## The basis sets the error

With a minimal basis, the atomization energy of silane comes out too large at all 24 levels of theory, and full configuration interaction (FCI), which is exact for the valence electrons within the basis, overshoots the measured value by 318.8 kJ/mol. CCSD(T) lies 0.5 kJ/mol from FCI, and higher wave-function levels leave the miss as it is. Effort spent on a higher level is wasted here until the basis is enlarged. Hartree-Fock (RHF) is closest to measurement because two large errors partly cancel.

Ansatz 0.2.0; silane (SiH4), charge 0 e, spin multiplicity 1, at the MP2(full)/6-31G* geometry, with the level of theory given in each row. All rows use the STO-3G basis without relativity, and the correlated wave-function levels correlate only the electrons outside the noble-gas core.

```tsv
level	computed less measured atomization energy (kJ/mol)	rough wall time (s)
RHF	167.9	0.09
RMP2	270.8	n/a
CISD	311.2	0.1
RCCSD	317.3	n/a
RCCSD(T)	318.3	0.4
BCCD(T)	318.3	0.2
RCCSDT	318.8	n/a
CISDTQ	318.7	0.2
RCCSDT(Q)	318.8	0.8
RCCSDTQ	318.8	0.8
CASSCF valence	319.2	3
NEVPT2 valence	319.2	2
MRCISD valence	319.2	3
MRCISD+Q valence	319.2	3
FCI	318.8	0.5
SPW92	718.1	0.2
PBE	522.5	0.2
r2SCAN	522.7	0.9
PBE0	495.1	0.2
B3LYP	532.3	0.2
CAM-B3LYP	538.3	0.3
wB97M-V	571.0	0.9
B2PLYP	445.5	0.4
RPA-PBE	318.6	0.4
```

The second column is the miss $\Delta$, computed less measured, so a positive value means overbinding. The measured value, 1346.9 kJ/mol, comes from heats of formation less tabulated zero-point and thermal terms. The molecule is a tetrahedral closed-shell singlet with a stable RHF determinant and a $T_1$ diagnostic near 0.003, so the single-reference ladder applies to it. Each miss splits into two terms that add:

$$\Delta = \Delta_{\mathrm{FCI}} + (\Delta - \Delta_{\mathrm{FCI}}),$$

the first being what the basis, the frozen core and the missing relativity and spin-orbit coupling cost together, the second what the method loses or adds within that basis. The analysis printed after this text gives the split row by row.

## The free hydrogen atom

STO-3G gives hydrogen one 1s function whose Slater exponent, $\zeta = 1.24$, was chosen to suit hydrogen in molecules, where the orbital contracts. A free atom wants $\zeta = 1$, and a single function of fixed shape has no way to expand. For a Slater 1s orbital the energy in hartree is

$$E(\zeta) = \tfrac12\zeta^2 - \zeta = 0.7688 - 1.24 = -0.4712,$$

which lies 0.0288 hartree, or 75.6 kJ/mol, above the exact $-\tfrac12$.

Replacing the Slater function by three Gaussians of best overlap raises the excess to 87.7 kJ/mol per atom. Atomization sets four hydrogen atoms free, so the products lie $4 \times 87.7 \approx 351$ kJ/mol too high, and the atomization energy grows by that amount. Nothing in this estimate was fitted to the table. It exceeds the FCI miss by about a tenth.

The remainder of $-32$ kJ/mol is a net sum of the basis errors of the silicon atom and of the molecule, among them the correlation that so few empty orbitals cannot supply, together with the frozen core and the absence of relativity and spin-orbit coupling. These parts are individually unknown and may be larger than their sum. The numbers therefore show a match in size and sign, and the variational argument explains why the hydrogen term must be there and must overbind. This term grows with the number of free hydrogen atoms among the products.

## Why Hartree-Fock looks best

Correlation lowers a molecule with four electron-pair bonds more than it lowers the separated atoms, so adding it increases the atomization energy. Within this basis the full gain is 150.9 kJ/mol, the step from RHF to FCI. RHF omits it, and its miss of 167.9 is the basis overbinding less that omission. With the hydrogen term removed, RHF underbinds by about 183 kJ/mol, the usual behaviour of Hartree-Fock. Closeness to measurement ranks nothing in this table, and the measure of a wave-function method is its distance from FCI.

## The wave-function ladder

The gain over RHF is the correlation energy of the molecule less that of the silicon atom, since a hydrogen atom has none. In its triplet ground state silicon has three $\alpha$ electrons and one $\beta$ electron in four valence orbitals, so no excitation beyond a double exists and CISD is already exact for it. Subtracting the gain from the molecular correlation energies of the same runs tests this. The implied atomic term is 35.2 kJ/mol for all five levels checked from CISD upward, with a spread of 0.09 that matches the rounding of the table. Every step above CISD thus arises in the molecule.

RMP2 is the one correlated wave-function level that falls short on both sides. It recovers 66% of the molecular correlation and 54% of the implied atomic term, and the two shortfalls partly offset to leave it 48.0 kJ/mol below FCI. Theory attributes this to the kind of correlation that a minimal basis allows, namely mixing of bonding with antibonding orbitals and of 3s with 3p, for which the perturbation series converges slowly.

CISD loses energy because it omits simultaneous double excitations in different bonds. For $n$ independent pairs the loss is about $(1 - 1/n)(1 - c_0^2)E_c$, where $c_0$ is the coefficient of the RHF determinant and $E_c$ the CISD correlation energy. Half the summed natural occupation of the empty orbitals estimates $1 - c_0^2$, and four bonds give

$$0.75 \times 0.048 \times 178.5 \approx 6.4\ \text{kJ/mol}.$$

The step from CISD to RCCSD, which includes these products, is 6.1 kJ/mol, and again nothing was fitted. The remaining 1.5 up to FCI comes from connected triples and higher, which the pair model leaves out.

The four valence multireference rows agree with one another at 319.2 by construction. Eight electrons in eight orbitals use up the basis, and NEVPT2 and MRCISD have no outer orbitals to excite into, so they confirm nothing independently. Their offset of 0.4 kJ/mol above FCI may come from relaxation between core and valence orbitals, which is a guess.

## The functionals

The eight density functionals lie 127 to 399 kJ/mol above FCI and show no steady gain up Jacob's ladder. r2SCAN equals PBE within 0.2, and wB97M-V is second only to SPW92, whose extra overbinding is the known fault of the local approximation. These gaps should not be read as the errors that the functionals would show in a large basis. A semilocal correlation functional works from the density, whereas FCI here correlates only through four empty orbitals and has less correlation energy to give.

At fixed density the energy is linear in the exact-exchange fraction, so the step from PBE to PBE0 can be extended to full exact exchange. This fourfold extrapolation splits the PBE gap of 203.7 roughly into 110 from semilocal exchange and 94 from correlation. Two rows define the split, so it has no independent check. One line in exchange fraction, fitted to PBE, r2SCAN, B3LYP, PBE0 and B2PLYP, leaves B3LYP 29 kJ/mol above the line, and the two range-separated hybrids outside the fit lie higher still. Exchange fraction alone does not order these rows.

B2PLYP comes nearest to FCI among the functionals, as expected from its large share of exact exchange and its MP2 part, which is confined to the same four empty orbitals. RPA-PBE draws all of its correlation from those orbitals and lands within 0.2 kJ/mol of FCI. That is one molecule in one very small basis, and it does not establish the accuracy of RPA.

## What to use and what it costs

Measured against FCI, RCCSD is the first rung inside chemical accuracy of 4.2 kJ/mol, and RCCSD(T) the first inside 1 kJ/mol. The FCI miss itself is 76 times chemical accuracy. Silane is a precursor for depositing silicon, and none of these rows is fit for its thermochemistry, least of all for steps that release hydrogen atoms. At the 1 kJ/mol target the omitted core correlation, relativity and spin-orbit coupling of silicon would also have to be added.

In larger bases the ranking by closeness to measurement should reverse, with RHF far off and CCSD(T) close. A second s function lets the free hydrogen atom expand, the overbinding term fades, RHF underbinds, and CCSD(T) is expected to approach the measured value from below as empty orbitals are added. More empty orbitals also give triples more weight, so the small distances to FCI seen here should not be carried over.

The times, 0.09 to 3 s on shared machines, show no scaling, since even FCI involves at most 4900 determinants. The multireference rows are the slowest and add nothing for this molecule. Formal cost rises as the fifth, sixth and seventh power of size for MP2, CCSD and CCSD(T), and factorially for FCI. The sensible purchase is CCSD(T) in the largest affordable basis, with functionals judged only in a basis of that kind.

The analysis program printed:

```
level | miss kJ/mol | % of measured | minus FCI | minus RHF | time s (differences good to 0.1)
RHF                167.9  12.5  -150.9    0.0  0.09
RMP2               270.8  20.1   -48.0  102.9  -
CISD               311.2  23.1    -7.6  143.3  0.1
RCCSD              317.3  23.6    -1.5  149.4  -
RCCSD(T)           318.3  23.6    -0.5  150.4  0.4
BCCD(T)            318.3  23.6    -0.5  150.4  0.2
RCCSDT             318.8  23.7     0.0  150.9  -
CISDTQ             318.7  23.7    -0.1  150.8  0.2
RCCSDT(Q)          318.8  23.7     0.0  150.9  0.8
RCCSDTQ            318.8  23.7     0.0  150.9  0.8
CASSCF valence     319.2  23.7     0.4  151.3  3
NEVPT2 valence     319.2  23.7     0.4  151.3  2
MRCISD valence     319.2  23.7     0.4  151.3  3
MRCISD+Q valence   319.2  23.7     0.4  151.3  3
FCI                318.8  23.7     0.0  150.9  0.5
SPW92              718.1  53.3   399.3  550.2  0.2
PBE                522.5  38.8   203.7  354.6  0.2
r2SCAN             522.7  38.8   203.9  354.8  0.9
PBE0               495.1  36.8   176.3  327.2  0.2
B3LYP              532.3  39.5   213.5  364.4  0.2
CAM-B3LYP          538.3  40.0   219.5  370.4  0.3
wB97M-V            571.0  42.4   252.2  403.1  0.9
B2PLYP             445.5  33.1   126.7  277.6  0.4
RPA-PBE            318.6  23.7    -0.2  150.7  0.4
H atom -0.4666 hartree, 87.7 kJ/mol too high (Slater form 75.6; zeta=1 Gaussians 13.4)
four H 351 vs FCI miss 318.8 (79.7 per bond): remainder -32 kJ/mol; same for RHF -183
level | molecule corr kJ/mol (% of CCSDTQ) | % of FCI binding gain | implied Si atom corr kJ/mol
RMP2        122.1 ( 65.6)   68.2  19.16
CISD        178.5 ( 95.9)   95.0  35.17
RCCSD       184.7 ( 99.2)   99.0  35.25
RCCSD(T)    185.6 ( 99.7)   99.7  35.22
CISDTQ      186.0 ( 99.9)   99.9  35.22
RCCSDTQ     186.1 (100.0)  100.0  35.23
Si term from CISD up: mean 35.22, spread 0.09 (rounding 0.1); MP2 gets 54%
CISD deficit: 1-c0^2 ~ 0.048; 4 pairs 6.4, Davidson 8.6; found 6.1 to CCSD, 7.6 to FCI
FCI miss / in-basis error: RHF 2, RMP2 7, CISD 42, RCCSD 213, RCCSD(T) 638; FCI miss = 76 x (1 kcal/mol = 4.2 kJ/mol)
PBE to PBE0 -27.4, slope -110 per unit; exact exchange + PBE corr ~ 413; PBE corr gain ~ 245 vs FCI 150.9
PBE minus FCI 203.7 ~ exchange 110 + correlation 94; SPW92 minus PBE 195.6
one line 531 -142*a; residuals PBE -9, r2SCAN -9, B3LYP +29, PBE0 -1, B2PLYP -11
not fitted, residual at short/long-range a: SPW92 +187/+187, CAM-B3LYP +34/+99, wB97M-V +61/+182
times 0.09 to 3 s, median 0.4; FCI space C(8,4)^2 = 4900 determinants before symmetry
```
